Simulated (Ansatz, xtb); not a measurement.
## C2H7BGeO: which of two isomers lies lower

Structure X is `B[C@@]1([GeH3])CO1`, a singlet and structure Y is `B[C@@H]1O[C@H]1[GeH3]`, a singlet. Both are isolated molecules in the gas phase, relaxed with B3LYP/def2-SVP; the shapes shown needn't be the lowest conformers.

X (Å):

```yaml
atoms:
  - { symbol: C, position_ang: [-0.7639, -0.8142, 0.9316] }
  - { symbol: C, position_ang: [-1.2023, 0.2341, -0.0580] }
  - { symbol: B, position_ang: [-1.8386, -1.8792, 1.2397] }
  - { symbol: Ge, position_ang: [1.1762, -1.2052, 1.0129] }
  - { symbol: O, position_ang: [-1.0776, 0.5669, 1.2886] }
  - { symbol: H, position_ang: [-2.9055, -1.5452, 1.6920] }
  - { symbol: H, position_ang: [-1.6262, -3.0410, 0.9892] }
  - { symbol: H, position_ang: [1.5008, -2.4767, 0.2007] }
  - { symbol: H, position_ang: [1.5942, -1.4193, 2.4813] }
  - { symbol: H, position_ang: [1.9374, 0.0031, 0.4301] }
  - { symbol: H, position_ang: [-2.2272, 0.2192, -0.4566] }
  - { symbol: H, position_ang: [-0.4490, 0.6423, -0.7475] }
```

Y (Å):

```yaml
atoms:
  - { symbol: C, position_ang: [-0.2391, -1.9228, 0.8487] }
  - { symbol: C, position_ang: [-1.0494, -0.6465, 0.8170] }
  - { symbol: B, position_ang: [-0.5606, -2.8975, -0.3019] }
  - { symbol: Ge, position_ang: [-0.2406, 1.0565, 1.4076] }
  - { symbol: O, position_ang: [-1.2740, -1.6187, 1.8058] }
  - { symbol: H, position_ang: [0.3138, -3.2555, -1.0523] }
  - { symbol: H, position_ang: [-1.7003, -3.2426, -0.4866] }
  - { symbol: H, position_ang: [0.7763, -1.8189, 1.2561] }
  - { symbol: H, position_ang: [-1.8515, -0.5734, 0.0642] }
  - { symbol: H, position_ang: [0.2948, 1.8320, 0.1855] }
  - { symbol: H, position_ang: [-1.3163, 1.9008, 2.1192] }
  - { symbol: H, position_ang: [0.9077, 0.7325, 2.3807] }
```

Quicker runs give these differences E(Y) − E(X): GFN2-xTB −2.80 kJ/mol; HF/STO-3G −25.29 kJ/mol (at GFN2-xTB geometries); r2SCAN-D4/def2-SVP −4.01 kJ/mol (at GFN2-xTB geometries).

Task: Estimate E(Y) − E(X) at the level CCSD(T)/def2-SVP + ΔMP2/def2-TZVPP.

Result: Too close to call at this level: CCSD(T)/def2-SVP + ΔMP2/def2-TZVPP gives E(Y) − E(X) = +2.55 kJ/mol.

Level by level:

| level | geometry | E(Y) − E(X) (kJ/mol) | departure from the last row (kJ/mol) | job, with rough time for the two |
| --- | --- | --- | --- | --- |
| GFN2-xTB | GFN2-xTB | −2.80 | −5.35 | optimisation, 0.78 s |
| HF/STO-3G | GFN2-xTB | −25.29 | −27.85 | single point, 1.5 s |
| r2SCAN-D4/def2-SVP | GFN2-xTB | −4.01 | −6.57 | single point, 9.3 s |
| B3LYP/def2-SVP | B3LYP/def2-SVP | −2.16 | −4.72 | optimisation, 3 min |
| HF/def2-SVP | B3LYP/def2-SVP | +0.03 | −2.52 | part of the CCSD(T) run |
| MP2/def2-SVP | B3LYP/def2-SVP | +2.54 | −0.01 | part of the CCSD(T) run |
| CCSD(T)/def2-SVP | B3LYP/def2-SVP | +2.38 | −0.17 | single point |
| CCSD(T)/def2-SVP + ΔMP2/def2-TZVPP | B3LYP/def2-SVP | +2.55 |  | single point, 2.4 min |

As drawn, both hold the same kinds of bond in the same numbers.

The largest departure from CCSD(T)/def2-SVP + ΔMP2/def2-TZVPP is that of HF/STO-3G, 27.85 kJ/mol. The last row adds to CCSD(T) the change of the MP2 difference between the two basis sets, here +0.17 kJ/mol.

With thermal terms from frequencies at re-optimised GFN2-xTB minima (ideal gas, soft modes damped towards free rotors, one conformer each, 298.15 K, 1 atm): on the last row, ΔE + ΔZPE = +4.09, ΔH = +3.35, ΔG = +5.25 kJ/mol.

The correlated steps freeze 13 core orbitals; the filled d shell of Ge is correlated, in a basis made for valence electrons. Run with Ansatz 0.2.0, xtb 6.7.1; the last row on 2 threads of AMD EPYC (Zen 3) on a shared host.

The two epoxides are nearly degenerate, and the small preference for X in the correlated results doesn't establish an order. This fits their structures: moving the germyl group from the boryl-bearing carbon to its neighbour keeps the strained ring and the bond types. In both geometries the empty boron p orbital also lies roughly along the ring C–C bond, so donation from that bent, electron-rich bond should largely cancel.

Hartree–Fock in the larger basis puts the pair level, so the strong preference for Y in HF/STO-3G comes mainly from the inflexible minimal basis, not from missing correlation. Correlation then tips the balance slightly towards X, probably because its two substituents sit closer together on one carbon.

Near-equality here says nothing about overall stability: given boron's affinity for oxygen and the ring strain, ring-opened isomers with a B–O bond would be expected to lie well below both.
